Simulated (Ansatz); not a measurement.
# ZnO3: the change of pressure and energy above lowest point with volume per atom

Results calculated with Ansatz 0.2.0 development build, not measured. Equation of state of a cubic crystal from periodic Kohn-Sham density functional theory without spin; pressure corrected for the finite basis.

Cell of the first row (space group Pm-3m, No. 221):
```
cell vectors (Å)
   3.7601     0.0000     0.0000
   0.0000     3.7601     0.0000
   0.0000     0.0000     3.7601
atoms (fractions of the cell vectors)
Zn  0.00000  0.00000  0.00000
O   0.50000  0.00000  0.00000
O   0.00000  0.50000  0.00000
O   0.00000  0.00000  0.50000
```

Settings of every row: formula ZnO3; structure type ReO3; functional PBE; spin treatment none; k mesh 28x28x28; occupation method fermi-dirac; occupation width 0.061225619 eV; wave cutoff 420 eV; datasets soft-1 PAW; density cutoff ratio 4.

Limits: a cubic model structure, not a phase known at ambient conditions; no spin polarisation, a magnetic state may lie lower.

| row | volume per atom (Å³) | pressure (GPa) | energy above lowest point (meV/atom) |
| --- | --- | --- | --- |
| 1 | 13.291 | ? | ? |
| 2 | 13.574 | 3.618 | 6.14 |
| 3 | 13.857 | 1.705 | 1.47 |
| 4 | 14.139 | 0 | 0 |
| 5 | 14.422 | -1.518 | 1.36 |
| 6 | 14.705 | -2.869 | 5.26 |
| 7 | 14.988 | -4.069 | 11.4 |

Question: what pressure and energy above lowest point should row 1 give?

Worked fit of pressure. Take u = (V_r/V)^(2/3) − 1 with V_r = 14.28 Å³ an atom, which is twice the finite (Eulerian) strain; such expansions in the strain, on which the Birch-Murnaghan equation of state is built, carry the rest volume and the bulk modulus. The shown rows have u = 0.03438, 0.02025, 0.00664, -0.00657, -0.01936, -0.03175. Least squares give pressure = −0.7784 + 115.232 × u + 366.95 × u² GPa; a straight line predicts inner rows, each left out in turn, worse (root mean square 0.15 against 0.0034 GPa). The rows lie off it by 0.001, -0.001, -0.003, 0.002, 0.003, -0.002. The pressure vanishes at u = 0.0066, or V = 14.14 Å³ an atom, and there the bulk modulus at fixed shape and fractions is B = −V dP/dV = (2/3)(1 + u) dP/du = 80.6 GPa. The withheld row has u = 0.04901, so the fit gives −0.7784 + 115.232 × (0.04901) + 366.95 × (0.04901)² = 5.751 GPa.

The calculation gave 5.768 GPa. The fit lies 0.017 GPa (0.17 % of the column's range) below it; its largest miss of a shown row is 0.003 GPa. This row lies beyond the range of the fit.

Worked fit of energy above lowest point. Take u = (V_r/V)^(2/3) − 1 with V_r = 14.28 Å³ an atom, which is twice the finite (Eulerian) strain; such expansions in the strain, on which the Birch-Murnaghan equation of state is built, carry the rest volume and the bulk modulus. The shown rows have u = 0.03438, 0.02025, 0.00664, -0.00657, -0.01936, -0.03175. Least squares give energy above lowest point = 0.344 − 103.96 × u + 7806 × u² + 3535 × u³ meV/atom; a parabola predicts inner rows, each left out in turn, worse (root mean square 0.041 against 0.0046 meV/atom). All shown rows lie on it to the printed digit. Its lowest point lies at u = 0.0066, or V = 14.14 Å³ an atom, and the curvature there gives the bulk modulus at fixed shape and fractions, B = (4/9)(1 + u)² E″(u)/V = 80.4 GPa. The withheld row has u = 0.04901, so the fit gives 0.344 − 103.96 × (0.04901) + 7806 × (0.04901)² + 3535 × (0.04901)³ = 14.41 meV/atom.

The calculation gave 14.38 meV/atom. The fit lies 0.03 meV/atom (0.21 % of the column's range) above it; its largest miss of a shown row is 0.00 meV/atom. This row lies beyond the range of the fit.
